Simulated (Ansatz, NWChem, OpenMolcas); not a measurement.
Computed against measured: dipole moment

7 molecules holding an element from Na to Cl; the dipole moment in D, computed less measured. Shapes, held fixed at every level: PBE0-D4/def2-TZVP; CS, PN, SiS at the measured bond length. No vibrational averaging. Dipoles are compared by magnitude; molecules under 1 D, whose direction can flip, are left out. Programs: Ansatz 0.2.0, NWChem 7.3.0, OpenMolcas 26.06. A level may come from different programs for different species; with the same settings they agree closely. Measured values: NIST CCCBDB.

Levels: A = HF/def2-SVP; B = PBE0/STO-3G; C = B3LYP/6-31G* (spherical functions); D = PBE0/def2-SVP.

| molecule | measured | A | B | C | D |
| --- | --- | --- | --- | --- | --- |
| CS (carbon monosulfide) | 1.98 | -0.49 | -0.53 | -0.41 | -0.18 |
| PN (phosphorus nitride) | 2.75 | +0.21 | -0.84 | -0.30 | -0.21 |
| SiS (SMILES [Si-]#[S+]) | 1.73 | +0.36 | -0.54 | +0.01 | -0.21 |
| SO2 (sulfur dioxide) | 1.63 | +0.66 | -0.27 | +0.08 | +0.12 |
| PF3 (phosphorus trifluoride) | 1.03 | +0.52 | -0.33 | -0.06 | +0.07 |
| CH3Cl (chloromethane) | 1.87 | +0.22 | +0.23 | +0.14 | +0.01 |
| SiH3Cl (chlorosilane) | 1.31 | +0.26 | +1.29 | +0.37 | +0.06 |

Question: Sum up the errors.

Answer: 
```tsv
level	kind	mean error	mean absolute error	worst case
HF/def2-SVP	Hartree–Fock	+0.249	0.389	SO2
PBE0/STO-3G	global hybrid	-0.141	0.576	SiH3Cl
B3LYP/6-31G* (spherical functions)	global hybrid	-0.024	0.196	CS
PBE0/def2-SVP	global hybrid	-0.049	0.123	PN
```

On this set PBE0/def2-SVP has the smallest mean absolute error and PBE0/STO-3G the largest. HF/def2-SVP is too high in 6 of 7; PBE0/STO-3G is too low in 5 of 7. The set is small.

Going from HF to PBE0 in the same def2-SVP basis lowers the dipole of every molecule except CS, where it rises. Hartree–Fock generally makes polar bonds too ionic, and correlation returns some charge from the electronegative atom. CS fits the same picture: its negative end is carbon, as in CO, and correlation shifts π density towards carbon, which here enlarges the dipole.

With PBE0 kept and the basis cut to STO-3G, the errors scatter in both directions, so the modest mean of -0.141 D reflects cancellation. The extreme is SiH3Cl at +1.29 D, against +0.23 D for CH3Cl. A minimal basis has neither split valence nor polarisation functions, and probably describes poorly the delocalisation of chlorine lone pairs into silicon-centred σ* orbitals, which would offset the Si–Cl bond polarity.

The gap between B3LYP/6-31G* and PBE0/def2-SVP cannot be assigned to the functional, since the basis changes too. Nor does the good result of PBE0/def2-SVP show basis-set convergence, because diffuse functions could still shift these dipoles.
